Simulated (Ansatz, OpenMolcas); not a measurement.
**A correction line for SVWN5/aug-cc-pVDZ: atomisation enthalpy at 298 K**

The atomisation enthalpy at 298 K in kJ/mol of 6 O-containing molecules: x at SVWN5/aug-cc-pVDZ, y from tabulated heats of molecules and atoms (Active Thermochemical Tables, CRC Handbook of Chemistry and Physics, NIST-JANAF tables). Shapes, held fixed at every level: PBE0-D4/def2-TZVP. Flexible molecules stand in one conformer, not always the lowest. Computed values hold a harmonic thermal term (PBE0-D4/def2-TZVP) and the atoms' spin-orbit lowering. Programs: Ansatz 0.2.0, OpenMolcas 26.06. A level may come from different programs for different species; with the same settings they agree closely.

```
                molecule  x (kJ/mol)  y (kJ/mol)
 SOF2 (thionyl fluoride)        1534        1229
         C2H2O (oxirene)        2195        1843
B(BO)O (diboron dioxide)        2420        2095
        C2H2O (ethenone)        2517        2168
        C2H2O2 (glyoxal)        3035           ?
C2H3FO (acetyl fluoride)        3324        2858
```

Problem. Fit y = c + s·x to the known rows and predict y for C2H2O2.

Solution. 
1. Means of the 5 rows: x = 2398.00, y = 2038.6.
2. Σ(Δx)² = 1659826, Σ(Δx·Δy) = 1514605, so the slope is 1514605/1659826 = 0.91251.
3. Intercept: 2038.6 − (0.91251) × 2398.00 = -149.6. The largest residual of the fit is 36.
4. C2H2O2: -149.6 + 0.91251 × 3035 = 2620 kJ/mol.

The tabulated heats give 2581 kJ/mol, so the prediction is off by +39 kJ/mol, about the largest residual. Uncorrected, SVWN5/aug-cc-pVDZ misses it by +454 kJ/mol, and the other rows by 359 on average. The line removes about 90 % of this miss. Left out in turn, the other rows are missed by 47 kJ/mol on average. The heats of C2H3FO come from older tables and can be uncertain by 10 kJ/mol or more. The tabulated values of SOF2, B(BO)O are in doubt (older tables, estimates, or at odds with other calculations) and kept here.

SVWN5 overbinds every molecule here, as expected of a local density functional. It describes the compact, strongly inhomogeneous densities of free atoms worse than the smoother density of a molecule, so part of the atomic error appears as spurious binding.

The two C2H2O isomers show what this error follows. Ethenone is much more strongly bound than the strained ring of oxirene, yet both are overbound by almost the same amount, and their energy difference comes out well. The error therefore seems to depend more on which atoms are joined, and how many, than on the atomisation enthalpy itself, which is only a rough proxy for them. Glyoxal fits this picture: its raw miss is close to that of acetyl fluoride despite a clearly smaller enthalpy, so the line corrects it too little and the prediction stays too high.

The slope and the intercept of -149.6 are thus best read as local fitting parameters, since a physical correction would vanish when no bonds are formed. The fit doesn't support carrying them over to molecules of quite different size or composition.
